**Question.** A Rashba 2DEG is said to have $\sigma_{sH}=e/8\pi$ whatever $\alpha$, yet also exactly zero once there is disorder. What do I get at sub-THz frequency? Assumed inputs for an InGaAs quantum well at low temperature: $m=0.05\,m_e$, $\alpha=0.10$ eV Å, $n=2.0\times10^{12}$ cm⁻², point-like non-magnetic scatterers with $\tau=2.0$ ps. The drive is $E_x=E_0\cos\omega t$, $f=0.30$ THz, $E_0=10$ V/cm. I want the bubble, the ladder, the spin current and the spin density.

---

**Answer.** Conventions: $H=\hbar^2k^2/2m+\alpha(\sigma_xk_y-\sigma_yk_x)$, charge $-e$, time factor $e^{-i\omega t}$, $j_y^z=\frac{\hbar}{4}\{\sigma_z,v_y\}=\frac{\hbar^2k_y}{2m}\sigma_z$, $\sigma_{sH}=j_y^z/E_x$, $\sigma_0=e/8\pi$, $k_\alpha=m\alpha/\hbar^2$.

**Clean bubble.** The field turns the precession vector $\boldsymbol\Omega_k=\frac{2\alpha}{\hbar}(k_y,-k_x,0)$, and spins tilt along $z$. The two bands cancel except in the singly occupied ring $k_+<k<k_-$:
$$\sigma_{sH}=\frac{e}{16\pi k_\alpha}\int_{k_+}^{k_-}\!dk\,\frac{\Omega_k^2}{\Omega_k^2-\omega^2}.$$
With both bands filled $k_--k_+=2k_\alpha$, so $\sigma_{sH}\to e/8\pi$ as $\omega\to0$.

**Exact identity.** A spin-independent potential commutes with $\sigma_y$, so
$$\frac{d}{dt}\frac{\hbar\sigma_y}{2}=-2k_\alpha\,j_y^z .$$
A steady state has constant $S=\langle\sigma_y\rangle$ (per area), hence $j_y^z=0$ at dc. At finite frequency $S=4k_\alpha j_y^z/(i\omega\hbar)$.

**Bubble and ladder with disorder.** Let $\Omega=2\alpha k_F/\hbar$, $z=1/\tau-i\omega$, $N_0=m/2\pi\hbar^2$. To first order in $\alpha$ the field term $(eE_x/\hbar)\,\partial_{k_x}f(H)$ contains $-\alpha\sigma_yf'$, an isotropic $\sigma_y$ source of rate $u_0=2N_0\alpha eE_x/\hbar$; its other spin part is parallel to $\boldsymbol\Omega_k$ and does not precess. Damped precession turns a source $u\hat y$ into $S_z(\theta)=u\,\Omega\sin\theta/(z^2+\Omega^2)$, with $\theta$ the polar angle of $\mathbf k$. Weighting with $\hbar^2k_F\sin\theta/2m$ and averaging gives, for $u=u_0$,
$$\sigma_b=\sigma_0\,\frac{\Omega^2}{\Omega^2+z^2}.$$
The ladder for point scatterers is isotropic scattering-in, $u=u_0+S/\tau$. The identity gives $S/(\tau u_0)=-i\sigma_{sH}/(2\omega\tau\sigma_0)$, so
$$\boxed{\frac{\sigma_0}{\sigma_{sH}}=1+\frac{(1-i\omega\tau)^2}{(\Omega\tau)^2}+\frac{i}{2\omega\tau}}$$
The last term is the ladder. It diverges at dc, where the ladder contributes $-\sigma_b=-\sigma_0\,\Omega^2\tau^2/(1+\Omega^2\tau^2)$, which is $-e/8\pi$ for $\Omega\tau\gg1$.

**Numbers.**

- $k_F=\sqrt{2\pi n}=3.545\times10^{8}$ m⁻¹, $E_F=96$ meV.
- $k_\alpha=6.56\times10^{6}$ m⁻¹. Both bands are filled above $n=k_\alpha^2/\pi=1.4\times10^{9}$ cm⁻², easily satisfied.
- $\hbar\Omega=7.09$ meV ($\Omega/2\pi=1.71$ THz), $\hbar\omega=1.24$ meV, $\hbar/\tau=0.329$ meV.
- $\Omega\tau=21.54$, $\omega\tau=3.770$.

With guard digits, $(1-i\omega\tau)^2/(\Omega\tau)^2=-0.0285-0.0162\,i$ and $1/2\omega\tau=0.1326$, so $\sigma_0/\sigma_{sH}=0.9715+0.1164\,i$.

| | Re$/\sigma_0$ | Im$/\sigma_0$ |
|---|---|---|
| bubble $\sigma_b$ | 1.03 | 0.02 |
| ladder $\sigma_{sH}-\sigma_b$ | −0.01 | −0.14 |
| total $\sigma_{sH}$ | 1.01 | −0.12 |

The derivation drops terms in $\hbar/\tau E_F=0.003$, $\hbar\omega/E_F=0.013$ and $(k_\alpha/k_F)^2=3\times10^{-4}$. The second decimal is therefore uncertain, and the real part of the ladder is no larger than what was dropped.

In conductance units $\sigma_0=(\hbar/e)\,e^2/4h=9.69\ (\hbar/e)\,\mu$S. With $|\sigma_{sH}|=1.02\,\sigma_0=9.9\ (\hbar/e)\,\mu$S and $E_0=10^3$ V/m,
$$|j_y^z|=9.9\ (\hbar/e)\ \text{mA/m}=6.5\times10^{-18}\ \text{J/m},$$
and $j_y^z\propto\cos(\omega t+7^\circ)$, leading the field. The spin density is
$$|S|=\frac{4k_\alpha|j_y^z|}{\hbar\omega}=8.6\times10^{7}\ \text{cm}^{-2}.$$

**Reading.** The ladder needs a time of order $\tau$ to build up the spin density that cancels the source $u_0$. For $1/\tau\ll\omega\ll\Omega$ it has no such time, and $e/8\pi$ survives with a leading correction $-i/2\omega\tau$ out of phase. For $\Omega\tau\gg1$ the magnitude drops to $\sigma_0/\sqrt2$ at $f=1/4\pi\tau=40$ GHz, and below that $\sigma_{sH}\approx-2i\omega\tau\,\sigma_0\to0$. The two statements are the two orders of the limits $\omega\to0$ and $\tau\to\infty$.

These numbers are the model's, not InGaAs values. Small-angle scattering from remote donors changes the ladder term but keeps the dc zero; nonparabolicity or cubic spin-orbit terms break the identity itself.